Question

I am looking at r2SCAN results for one SiGe crystal in which every atom has four neighbours of the other element. The layers are stacked hexagonally, and the same cell was computed at six volumes.

Ansatz 0.2.0, r2SCAN with PAW, scalar-relativistic and without spin polarization, for SiGe in space group P6_3mc; 500 eV cutoff, 12×12×4 k mesh, Gaussian smearing of 0.02 eV. All cell edges were scaled equally and held while the atoms relaxed to forces below 0.008 eV/Å. Energies are relative to the elements' standard crystals in r2SCAN; positive pressure means compression.

```
volume (relaxed cell) (Å³/atom)  c/a (relaxed cell)  shortest distance (relaxed cell) (Å)  energy over elements (eV/atom)  pressure (GPa)
                         19.440              1.6530                                 2.325                           0.077           9.420
                         20.048              1.6529                                 2.349                           0.048           5.840
                         20.667              1.6529                                 2.373                           0.032           2.710
                         21.945              1.6529                                 2.420                           0.031          -2.360
                         22.604              1.6529                                 2.444                           0.045          -4.380
                         23.275              1.6529                                 2.467                           0.067          -6.110
```

1. No row has zero pressure. Which volume does the crystal prefer?
2. How large an energy should I expect for a given squeeze or stretch?
3. Why does squeezing cost more than stretching by the same amount?
4. The energies at 20.667 and 21.945 are 0.032 and 0.031 eV/atom. Is the second crystal really better?
5. The ratio c/a hardly moves. Would the energies change if the cell could choose its own shape?
6. All energies are positive. Could some other volume bring the compound below its elements?
7. The same runs give a band gap of 0.50 eV at 19.440, 0.70 eV at 21.945 and 0.52 eV at 23.275. Why does it rise and then fall, when the pressure only falls?

Answer

Two sizes are worth remembering here. Changing every edge by 1 % takes about 2.5 GPa and costs about 5 meV per atom. Tripling the strain raises the cost roughly ninefold. Most of your questions come down to slopes: pressure is the downhill slope of energy against volume, and stiffness tells how fast that slope changes.

1. The preferred volume

The crystal rests where the pressure passes through zero, between 20.667 and 21.945 Å³/atom. I fitted the Birch-Murnaghan law, a standard relation between pressure and volume, to all six pressures by least squares. It puts the resting volume V₀ at 21.3 Å³/atom. This holds for motionless atoms; vibrations, which are left out, normally swell a crystal a little.

2. The cost of a strain

The same fit gives a bulk modulus B of 84 GPa at rest, which means that about 0.8 GPa removes 1 % of the volume. If every edge changes by a fraction e, the volume changes by about 3e. A spring of stiffness B then stores

E ≈ ½ B V₀ (3e)² = (9/2) B V₀ e²

Take e = 0.03, the strain of the first and last rows. Since 1 eV/Å³ is about 160 GPa, B is 84/160 = 0.525 eV/Å³. The energy is then 4.5 × 0.525 × 21.3 × 0.0009 = 0.045 eV/atom. For another material, the cost at equal strain scales with the product of B and V₀.

3. Why squeezing costs more

The spring estimate is the same for both signs of e, but the crystal is not. Measured from the resting energy of 0.026 eV/atom, the row at 19.440 costs 0.077 − 0.026 = 0.051 and the row at 23.275 costs 0.067 − 0.026 = 0.041 eV/atom.

The reason is that the spring stiffens when pressed and softens when pulled. Between the first two rows the bulk modulus is 116 GPa; between the last two it is only 59 GPa. The usual explanation is that repulsion between atoms climbs steeply at short distance, while the bond loses its grip gradually at long distance.

The next term of the expansion puts this into the estimate:

E ≈ (9/2) B V₀ e² [1 − (B′ − 1) e]

Here B′ is the rise of the bulk modulus per unit of pressure, 4.5 in the fit. At 3 % strain the bracket adds or removes about a tenth, giving 0.050 eV/atom for the squeeze and 0.041 for the stretch. Both rows took part in the pressure fit, but the energies served only to set the zero. The agreement therefore shows that the computed pressures and energies belong together; it is no comparison with experiment.

4. Which digits count

Neither crystal is better in a useful sense. They stand on opposite slopes of the same valley, each 1 % in edge length from its floor. With more digits their energies differ by 0.3 meV/atom, less than the last printed digit.

The correction in the bracket makes the difference between squeeze and stretch grow as the cube of the strain. At 3 % it is 9.4 meV/atom, so at 1 % it should be 9.4/27, or about 0.3. The near tie is what a slightly lopsided valley looks like close to its floor, and its order would flip if the floor lay a hair lower in volume.

5. A cell free to choose its shape

The steady c/a was imposed: all edges were scaled together and only the atoms could move. The stresses reveal what the cell would have liked. At 19.440 it pushes with 9.65 GPa along c and 9.30 GPa in the plane, so it would grow slightly longer along c.

The gain can be judged from the square of that stress difference, divided by twice a stiffness and multiplied by the volume. With an assumed stiffness of 200 GPa it stays below 0.1 meV/atom, and it would do so even with half that stiffness. A free shape would change c/a a little, but not the energies as printed.

6. Energies above the elements

No other volume would help. The valley floor itself lies 0.026 eV/atom above the elements, and every other volume lies higher. Two well-known causes can contribute: a bond between silicon and germanium is expected to be slightly less favourable than the average of the bonds in the two elements, and both elements prefer the cubic diamond stacking to the hexagonal one. These runs do not separate the two. The distance from zero also depends on how well the functional treats the elements, so trust it less than the differences between rows.

7. The gap that rises and falls

The gap is the distance from the highest filled state to the lowest empty one, and here two empty states compete. One lies at the zone centre Γ, the other at M on the zone edge. As the crystal expands, the gap to M widens while the gap at Γ narrows. The gap reported by the runs is always the smaller of the two, so it climbs with M, then descends with Γ.

The slopes are easy to use. For 1 % more volume, the M gap, which only the squeezed rows show, grows by about 0.02 eV and the Γ gap shrinks by about 0.03 eV. This takes the direct gap of the squeezed rows to be the one at Γ, which its smooth run into the stretched rows supports. Carried on to the resting volume, the M gap is 0.67 eV against 0.79 eV at Γ, so the unstrained crystal should have an indirect gap at this level of theory.

The changeover comes just before 21.945, where the extended M line gives 0.72 eV and the computed Γ gap is 0.70 eV. Such a narrow margin fixes the place only loosely. The cubic elements show the same contrast: under pressure silicon's indirect gap shrinks, while germanium's, which leads to a state at the point L, widens. Hexagonal stacking folds one of the four L points, the one along the stacking axis, onto Γ, so the low state at Γ is expected to be of germanium's kind. Trust the opposite slopes more than the gaps themselves, because this kind of functional usually gives gaps that are too small, spin-orbit coupling is absent, and a lower state may hide between the sampled points.
